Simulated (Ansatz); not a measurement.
## Al2O: the change of pressure with volume per atom

Results calculated with Ansatz 0.2.0 development build, not measured. Equation of state of a cubic crystal from periodic Kohn-Sham density functional theory without spin; pressure corrected for the finite basis.

Cell of the first row (space group Fm-3m, No. 225):
```
cell vectors (Å)
   0.0000     2.8291     2.8291
   2.8291     0.0000     2.8291
   2.8291     2.8291     0.0000
atoms (fractions of the cell vectors)
Al  0.25000  0.25000  0.25000
Al  0.75000  0.75000  0.75000
O   0.00000  0.00000  0.00000
```

Settings of every row: formula Al2O; structure type antifluorite; functional PBE; spin treatment none; k mesh 33x33x33; occupation method fermi-dirac; occupation width 0.061225619 eV; wave cutoff 420 eV; datasets soft-1 PAW; density cutoff ratio 4.

Limits: a cubic model structure, not a phase known at ambient conditions.

```csv
row,volume per atom (Å³),pressure (GPa),energy above lowest point (meV/atom)
1,15.095,1.193,1.11
2,15.403,?,?
3,15.711,-1.081,1.07
4,16.019,-2.021,4.07
5,16.328,-2.85,8.77
```

Question: what pressure should row 2 give?

Worked fit of pressure. Take u = (V_r/V)^(2/3) − 1 with V_r = 15.865 Å³ an atom, which is twice the finite (Eulerian) strain; such expansions in the strain, on which the Birch-Murnaghan equation of state is built, carry the rest volume and the bulk modulus. The shown rows have u = 0.03372, 0.00652, -0.00642, -0.01899. Least squares give pressure = −1.566 + 72.721 × u + 269.83 × u² GPa; a straight line predicts inner rows, each left out in turn, worse (root mean square 0.11 against 0.0016 GPa). The rows lie off it by 0.000, -0.001, 0.001, 0.000. The pressure vanishes at u = 0.0200, or V = 15.4 Å³ an atom, and there the bulk modulus at fixed shape and fractions is B = −V dP/dV = (2/3)(1 + u) dP/du = 56.8 GPa. The withheld row has u = 0.0199, so the fit gives −1.566 + 72.721 × (0.0199) + 269.83 × (0.0199)² = -0.012 GPa.

The calculation gave -0.015 GPa. The fit lies 0.003 GPa (20 % of the value, 0.074 % of the column's range) above it; its largest miss of a shown row is 0.001 GPa.

The other values of row 2: energy above lowest point 0 meV/atom.
